Band energies at the zone corners of ZrGeSe

1. The question

ZrGeSe is a layered tetragonal crystal in which a flat square net of Ge atoms lies between slabs of Zr and Se. The table lists five neighbouring Kohn-Sham bands, from r2SCAN with spin-orbit coupling, at the corners of the usual path through the Brillouin zone. Four corners are shown, and the results at M and A are held back. How much about those two points follows from symmetry, and how much from extrapolation?

Kohn-Sham bands of ZrGeSe in its unrelaxed P4/nmm cell, computed with Ansatz 0.2.0 using r2SCAN with spin-orbit coupling, plane waves and generated PAW datasets. The cutoff is 500 eV and the k-mesh 8×8×4, with Fermi-Dirac smearing of width 0.1 eV. Band v1 is the highest band filled at some mesh point; v2 and v3 lie below it, c1 and c2 above.

```
k-point  coordinates (reciprocal vectors of the computed cell, not always the standard one)  band v3 (eV from the Fermi level)  band v2 (eV from the Fermi level)  band v1 (eV from the Fermi level)  band c1 (eV from the Fermi level)  band c2 (eV from the Fermi level)  c1 less v1 (eV)
  Gamma                                                                               0 0 0                              -1.14                              -0.35                              -0.35                               0.41                               0.41             0.76
      X                                                                             0 0.5 0                              -0.64                               0.62                               0.62                               0.62                               0.62             0.00
      M                                                                           0.5 0.5 0                                  ?                                  ?                                  ?                                  ?                                  ?                ?
      Z                                                                             0 0 0.5                              -1.84                               0.05                               0.05                               0.90                               0.90             0.85
      R                                                                           0 0.5 0.5                              -0.38                               0.79                               0.79                               0.79                               0.79             0.00
      A                                                                         0.5 0.5 0.5                                  ?                                  ?                                  ?                                  ?                                  ?                ?
```

The coordinates (k1, k2, k3) are fractions of the reciprocal vectors, with k3 running across the layers. Gamma, X and M lie in the plane k3 = 0; Z, R and A lie above them on the top face of the zone. Band v1 is the highest band that is filled at some point of the k-mesh, v2 and v3 lie below it, c1 and c2 above. With spin-orbit coupling each band holds one electron per cell.

2. Reading the row X

At X the bands v2, v1, c1 and c2 share one energy, +0.62 eV, while v3 lies at −0.64 eV. Band v1 is thus empty at X, yet it is filled at Gamma, where it stands at −0.35 eV. A band that is filled in one place and empty in another crosses the Fermi level, so the cell as computed is metallic. At Z the same band sits at +0.05 eV, inside the width of the smearing and on an unrelaxed cell, so its side of the Fermi level there is not secure.

The labels need care. The cell holds two formula units, or 2 × (4 + 4 + 6) = 28 valence electrons, a multiple of four. If the bands come in fours at X, the band N that would just hold all electrons must be the top of a group of four, and v1, the second of its group, is not that band. The run bears this out: it carries 84 electrons, semicore shells included, and lists 86 filled levels on the mesh, so v1 is band 86, v3 is band N, and v2 to c2 are the next four bands.

The column c1 less v1 therefore measures a splitting inside the conduction group, and its zero at X is no closing of a gap. The distance between nominal valence and conduction bands at a point is v2 less v3, which is 1.26 eV at X and between 0.79 eV (Gamma) and 1.89 eV (Z) over the known rows. Neither quantity is the band gap. Crystals of this family are known for a line of near-crossings of bands N and N+1 close to the Fermi level, which runs between the corners.

3. First limit: coupling between the two sites only

Each element occupies two sites of the cell, related by a glide: a reflection joined to a shift by half the cell diagonal in the plane. Take one orbital of energy ε on each of the two Ge sites, with hopping t to the four nearest neighbours at (±a/2, ±a/2), a being the cell edge. The four phase factors add up to a product of cosines, and the two levels are

E± = ε ± 4 |t cos(πk1) cos(πk2)|

At Gamma and Z the cosines equal one and the levels are split. Each level is a Kramers pair, two states of opposite spin held together by inversion and time reversal, as in v2 = v1 and c1 = c2 in these rows. Every band pairs up in this way, so the pairing does not show that the two pairs are the two levels of the model; their splittings of 0.76 and 0.85 eV would need a t of only about 0.1 eV. On the side face of the zone, where k1 or k2 is one half, the product vanishes and the two pairs merge into a quartet. The model has no spin-orbit coupling; with it, the quartets are expected to split on most of the face and to survive only on certain lines. The rows X and R show exactly this.

The result does not hang on the toy model. Group theory for P4/nmm with spin-orbit coupling argues that all bands stay fourfold on the lines X–R and M–A, whatever the orbitals and hoppings. The known rows confirm it at X and R in a calculation that includes the coupling. At M and A both cosines vanish, so quartets are a firm forecast.

4. Second limit: a smooth mean of the four bands

Symmetry fixes that the four bands meet, and leaves open where. In the first limit the mean of the four bands is ε everywhere, so M would copy X and A would copy R: a flat zone face. The known rows speak against this, for the mean rises from +0.03 eV at Gamma to +0.62 eV at X. Hopping between like sites in neighbouring cells can do this, and so can a change of the orbitals that make up the four bands.

If the four bands formed an isolated group, their mean Ē would be a smooth periodic function, and within one plane of constant k3 its first terms would be

Ē = E0 + α [cos 2πk1 + cos 2πk2] + β cos 2πk1 cos 2πk2

Ē(Gamma) = E0 + 2α + β, Ē(X) = E0 − β, Ē(M) = E0 − 2α + β

Two known points per plane fix two constants, so β was set to zero. The step from X to M then repeats the step from Gamma to X, and likewise in the upper plane. The constants come from the four known rows alone and reproduce them exactly, which means that these rows do not test the model; M and A were not part of the fit.

Ē(Gamma) = (−0.35 − 0.35 + 0.41 + 0.41)/4 = +0.03 eV

Ē(M) = 2 × 0.62 − 0.03 = +1.21 eV

Ē(Z) = (0.05 + 0.05 + 0.90 + 0.90)/4 = +0.475 eV

Ē(A) = 2 × 0.79 − 0.475 ≈ +1.10 eV

A nonzero β shifts the corner by 4β. The error bar is taken as the larger in-plane step, 0.6 eV, which allows β up to 0.15 eV. The group is also not truly isolated, since bands N and N+1 trade character where they nearly cross. A variant with one slope α for both planes, three constants by least squares on the four rows, gives +1.00 eV at M and +1.31 eV at A, well inside the bar.

5. Third limit: a bare Ge net, and band v3

Band v3 is a single member of its group and must rise through the Fermi level between the corners: with band N+1 filled at Gamma, the electron count needs band N empty somewhere, and the run gives a gap by band count of −0.57 eV. A harmonic through the corners therefore has no footing. A bare square net of Ge, with four neighbours at d = a/√2 = 2.648 Å, gives some guidance. For a p orbital along a bond direction, with qx = π(k1 + k2) and qy = π(k1 − k2) the phases along the two bond directions,

E − εp = ± [2Vσ cos qx + 2Vπ cos qy]

Here εp is the p level, and Vσ and Vπ are the head-on and sideways hoppings. Harrison's scaling, with rough recalled factors, puts them near +2.4 and −0.7 eV. At X both cosines vanish and the in-plane p levels gather at εp. At M the phases are π and 0, the two terms add, and the levels fly apart to roughly ±6 eV, a figure good for order of size only.

So a filled state with Ge in-plane p content just below the Fermi level at X should fall steeply towards M, until some other filled state lies above it. That this other state is of Se p or mixed Ge pz and Zr d kind is a guess, and the character is untested. As an anchor for its energy the deepest known v3 is used, −1.84 eV at Z, with a bar of 0.8 eV set by judgement. This is the weakest forecast.

6. The forecasts

At M and A: v2 = v1 = c1 = c2, and c1 less v1 = 0.00 ± 0.01 eV (firm).

The quartet is empty: M +1.21 ± 0.6 eV, A +1.10 ± 0.6 eV, both probably above X and R.

Band v3 is −1.84 ± 0.8 eV at both points, filled and below its values at X and R.

The separation v2 less v3 is about 3.0 ± 1.0 eV, the two bars added in quadrature, and larger than at any known corner.

A and M differ by less than 0.5 eV in each band; the sign is not forecast. This rests on the shifts from X to R, which are 0.26 eV for v3 and 0.17 eV for the quartet.

7. The computed values

The withheld rows as computed:

```
k-point  coordinates (reciprocal vectors of the computed cell, not always the standard one)  band v3 (eV from the Fermi level)  band v2 (eV from the Fermi level)  band v1 (eV from the Fermi level)  band c1 (eV from the Fermi level)  band c2 (eV from the Fermi level)  c1 less v1 (eV)
      M                                                                           0.5 0.5 0                              -2.40                               2.57                               2.57                               2.57                               2.57             0.00
      A                                                                         0.5 0.5 0.5                              -2.42                               1.46                               1.46                               1.46                               1.46             0.00
```

The symmetry forecast holds: the four bands coincide at M and at A to the last digit printed. All the forecast orderings hold as well. The quartet is empty and above X and R, band v3 is filled and below its values at X and R, and v2 less v3 exceeds every known value.

The sizes fare worse, and two forecasts at M fall outside their bars. The quartet at M lies at +2.57 eV, which is 1.36 eV above the forecast, more than twice the bar. The separation v2 less v3 at M is 4.97 eV and misses by about 1.9 eV. The forecast that A and M lie close together fails for the quartet.

At A the quartet stands at +1.46 eV, about 0.35 eV above the forecast and inside the bar, and the separation of 3.88 eV is inside but near the upper edge. Band v3 is inside the bar at both points, about 0.6 eV deeper than the anchor. The argument had said only that the band would fall below X and R. The depth was a judgement, so this hit supports no particular mechanism.

8. Why M was missed

The model assumed equal steps along the two legs of the plane. The computed step from X to M is 1.95 eV against 0.59 eV from Gamma to X, more than three times as large. In terms of the neglected constant, β = 1.36/4 = 0.34 eV, beyond anything the bar allowed. This number restates the miss and does not explain it.

A warning was already at hand in the third limit, where it was applied to the filled side only. The ± sign in the nearest-neighbour Ge-net formula says that a bonding level which falls towards M has an antibonding partner which rises by as much, so empty states with in-plane Ge p content should climb steeply along X–M. In the plane k3 = 0 the table shows nearly this mirror pattern: from X to M band v3 falls by 1.76 eV while the quartet rises by 1.95 eV. The midpoint of the two stays within 0.1 eV of the Fermi level at both points.

The mirror pattern is weak evidence for the net picture. The bare net has one in-plane level at X where the table has two, 1.26 eV apart, and its levels at M lie at roughly ±6 eV where the table opens to about ±2.5 eV. Band v3 also has nearly the same energy at A, where there is no mirror. The third limit itself expected v3 at M to be some other state, and the same is to be expected of the quartet: once the in-plane Ge p levels have left, states of Zr d and Ge pz kind would be the nearest to the Fermi level. Their even spacing about it may then be chance. The character of the bands at M is untested here. What is plain is the flaw in the smooth mean. Bands are numbered by energy at each point, so "the four bands above N" need not be the same orbitals at Gamma, X and M, and a slope measured on the leg that passes the near-crossings need not carry over to the leg along the zone face.

9. Why A differs from M

In the upper plane the mirror pattern is absent. From R to A band v3 falls by 2.04 eV, much as below, but the quartet rises by only 0.67 eV. That rise is still about twice the step of 0.315 eV from Z to R, so the harmonic model errs in the same direction in both planes. The hit at A is a small miss on a small step, and lends the model little support.

None of the three versions of the mean wins. The common slope comes within 0.15 eV at A and misses M by 1.57 eV; the flat face is the worst at both points. All three lie too low at both M and A.

Between M and A the quartet drops by 1.11 eV while v3 moves by 0.02 eV. Equal energies at both ends of a line across the layers are what a state confined to one layer would give, whereas a large shift needs hopping from layer to layer. It is a guess, untested here, that the empty quartet at A is a state with such hopping, plausibly of Zr d kind; the table does not tell whether it is the same state as at M. The known rows had carried a warning, for between Gamma and Z the bands shift by up to 0.70 eV, and the forecast leaned on the quieter line X–R alone.

10. How far each kind of forecast reaches

The quartets follow from the space group of the cell and from the absence of magnetic order, so they would survive a relaxation that keeps P4/nmm, and any change of functional. The energies have no such protection. They belong to an unrelaxed cell, with a force of 0.61 eV/Å left on each Zr and a pressure of −1.8 GPa, whose Ge–Ge distance sets the hoppings as roughly 1/d², and they are Kohn-Sham values, so the separation of almost 5 eV at M is not an optical transition energy. Four of the six corners show a clean separation of more than 1 eV around the Fermi level in a cell that is metallic. Among the corners only Gamma, with its filled conduction pair, betrays this securely.
